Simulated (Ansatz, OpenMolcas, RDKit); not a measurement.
**How methods differ on BF (SMILES [B]F)**

BF has 2 atoms, charge 0, and is taken as a singlet. SMILES: `[B]F`. The shape is that of a PBE0-D4/def2-TZVP optimisation.

```xyz
2

B     0.0000    0.0000   -0.0094
F     0.0000    0.0000    1.2537
```

Quantity: the HOMO–LUMO gap, in eV. The values are calculated.

| level | kind | program | value (eV) | CPU time |
| --- | --- | --- | --- | --- |
| extended Hückel | semi-empirical | RDKit | 5.24 | under 2 s |
| HF/def2-TZVPPD | Hartree–Fock | OpenMolcas | 12.60 | 3.2 s |
| SVWN5/def2-TZVPPD | LDA | OpenMolcas | 4.48 | 6.1 s |
| BLYP/def2-TZVPPD | GGA | OpenMolcas | 4.65 | 8.1 s |
| PBE/def2-TZVPPD | GGA | Ansatz | 4.65 | 1.4 s |
| r2SCAN/def2-TZVPPD | meta-GGA | OpenMolcas | 5.21 | 11 s |
| M06-2X/def2-TZVPPD | hybrid meta-GGA | OpenMolcas | 9.09 | 10 s |
| PBE0/def2-TZVPPD | global hybrid | Ansatz | 6.97 | 1.5 s |
| wB97M-V/def2-TZVPPD | range-separated hybrid | Ansatz | 11.31 | 9.7 s |
| B2PLYP/def2-TZVPPD | double hybrid | OpenMolcas | 9.41 | 6.4 s |

The values span 4.48 to 12.60 eV. Orbital gaps aren't excitation energies, and those of double hybrids come from the SCF part alone; they tend to grow with the share of exact exchange. Times are those of the runs behind each value, whatever else they computed, on shared processors of several kinds: orders of magnitude only.

The semi-local functionals agree closely, from 4.48 to 5.21 eV, while PBE0 gives 6.97 eV and Hartree–Fock 12.60 eV. In BF, which is isoelectronic with CO, the HOMO is essentially a σ lone pair on boron and the lowest valence empty orbitals are the π* pair, also weighted towards boron. The spread probably arises because a semi-local potential acts alike on filled and empty orbitals, whereas exact exchange leaves an empty orbital exposed to the repulsion of all the electrons, an effect felt most fully when the exchange is complete at long range.

The global fraction of exact exchange doesn't order every row: B2PLYP lies above M06-2X despite having slightly less of it, and wB97M-V reaches 11.31 eV with only a small short-range share. The closeness of extended Hückel to r2SCAN is probably fortuitous, since its gap follows from empirical parameters. Without an ionisation energy and electron affinity for comparison, the table can't show which value lies nearest the fundamental gap.
